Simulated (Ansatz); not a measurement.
**Ligand exchange: GaH2Br + CH2BrI → GaH2I + CH2Br2**

Species: GaH2Br `[GaH2][Br]`, singlet; CH2BrI (bromoiodomethane) `BrCI`, singlet; GaH2I `[GaH2][I]`, singlet; CH2Br2 (dibromomethane) `BrCBr`, singlet. The partners trade Br for I: Ga–Br and C–I bonds give way to Ga–I and C–Br.

Shapes, held fixed at every level: PBE0-D4/def2-TZVP. Programs: Ansatz 0.2.0. The zero-point and thermal change to 298 K, harmonic and unscaled (PBE0-D4/def2-TZVP), is +0.7 kJ/mol.

```
              level                   kind  ΔH(298 K) (kJ/mol)  less CCSD(T)/def2-TZVPP
        HF/def2-SVP           Hartree–Fock                +3.9                     -5.6
      HF/def2-TZVPP           Hartree–Fock                +6.8                     -2.7
  PBE-D4/def2-TZVPP                    GGA                +6.5                     -3.0
B3LYP-D4/def2-TZVPP          global hybrid                +8.9                     -0.6
BHLYP-D4/def2-TZVPP          global hybrid                +8.1                     -1.4
      CCSD/def2-SVP  coupled cluster or CI                +6.2                     -3.3
 CCSD(T)/def2-TZVPP  coupled cluster or CI                +9.5                      0.0
```

The highest level, CCSD(T)/def2-TZVPP, gives ΔH(298 K) = +9.5 kJ/mol; the levels span +3.9 to +9.5. The column of differences is taken from that level and isn't an error. No measured value is set beside it here. For atoms past krypton def2 sets carry core potentials with scalar relativity. Relativity is left out for Br, Ga unless named. Correlated rows may include outer-core shells of Br, Ga, I, which these sets cover unevenly.

Every level makes the exchange mildly endothermic, so gallium holds on to bromide more strongly, relative to iodide, than carbon does. The thermal term of +0.7 kJ/mol is too small to set the sign, and the preference is electronic. Both elements bind bromine more strongly than iodine, but the gain is larger at the more electropositive gallium, where the polar bond profits more from the smaller, more electronegative halogen. Donation from a halogen lone pair into the empty gallium 4p orbital probably adds to this, as it is usually more effective for bromine.

Correlation raises the reaction enthalpy over Hartree–Fock in both basis sets, and the larger basis raises the Hartree–Fock value as well. The gap between the two coupled-cluster rows therefore can't be assigned to triples alone. The direction of exchange is well supported for the isolated monomers, but its size is less settled. The result doesn't carry over directly to condensed phases, where monohalogallanes associate through bridges that could shift so small a balance.
